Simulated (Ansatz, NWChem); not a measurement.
**A small benchmark: dipole moment**

10 molecules of light elements (H to F); the dipole moment in D, computed less measured. Shapes, held fixed at every level: PBE0-D4/def2-TZVP. No vibrational averaging. Dipoles are compared by magnitude; molecules under 1 D, whose direction can flip, are left out. Programs: Ansatz 0.2.0, NWChem 7.3.0. A level may come from different programs for different species; with the same settings they agree closely. Measured values: NIST CCCBDB.

Levels: A = HF/def2-SVP; B = PBE0/def2-SVP; C = wB97M-V/def2-TZVPP.

```csv
molecule,measured,A,B,C
HCN (hydrogen cyanide),2.98,+0.21,-0.09,+0.06
C2H2O (ethenone),1.42,+0.26,-0.07,-0.02
CH2F2 (difluoromethane),1.97,+0.30,-0.11,-0.11
CH3F (fluoromethane),1.85,+0.29,-0.04,-0.07
C2H3F (SMILES C=CF),1.43,+0.23,-0.12,-0.09
CH4O (methanol),1.70,+0.18,-0.03,-0.06
"C2H4F2 (1,1-difluoroethane)",2.27,+0.25,-0.13,-0.08
C2H7N (SMILES CNC),1.03,+0.06,-0.07,-0.07
C3H6O (propylene oxide),2.01,+0.37,-0.04,-0.08
C4H5N (SMILES c1cc[nH]c1),1.84,+0.18,+0.19,+0.11
```

(1) Which level does best on this set, which worst, and which err to one side?

## Answers

(1) 
```
             level                    kind  mean error  mean absolute error  worst case
       HF/def2-SVP            Hartree–Fock      +0.233                0.233       C3H6O
     PBE0/def2-SVP           global hybrid      -0.051                0.089       C4H5N
wB97M-V/def2-TZVPP  range-separated hybrid      -0.041                0.075       CH2F2
```

On this set wB97M-V/def2-TZVPP has the smallest mean absolute error and HF/def2-SVP the largest. HF/def2-SVP is too high in 10 of 10; PBE0/def2-SVP is too low in 9 of 10; wB97M-V/def2-TZVPP is too low in 8 of 10. The levels differ in basis as well as in method. The tabulated value of C4H5N is in doubt (older tables, estimates, or at odds with other calculations) and kept here. Over the 9 molecules whose values aren't doubted the mean absolute errors are A 0.239; B 0.078; C 0.071. The smallest two are near a tie. The set is small.

Hartree–Fock exaggerates the polarity of every molecule here, whereas both density functionals mostly fall slightly short. The first two levels share a basis, so the drop from Hartree–Fock to PBE0 reflects the treatment of exchange and correlation. Without correlation, too much charge stays on fluorine, oxygen or nitrogen; left–right correlation mixes in antibonding orbitals weighted towards the less electronegative atom and returns some of it. The drop is smaller in dimethylamine, in keeping with its less polar bonds.

Pyrrole breaks the pattern: the two levels nearly coincide, at +0.18 and +0.19, a likeness that doesn't depend on the measured value. There the nitrogen lone pair donates into the ring, and the resulting π moment opposes and outweighs that of the σ framework. One possible explanation is that correlation reduces both opposing moments by similar amounts, so that the two changes largely cancel in the total. A good total dipole therefore doesn't by itself establish that the underlying charge distribution is right.
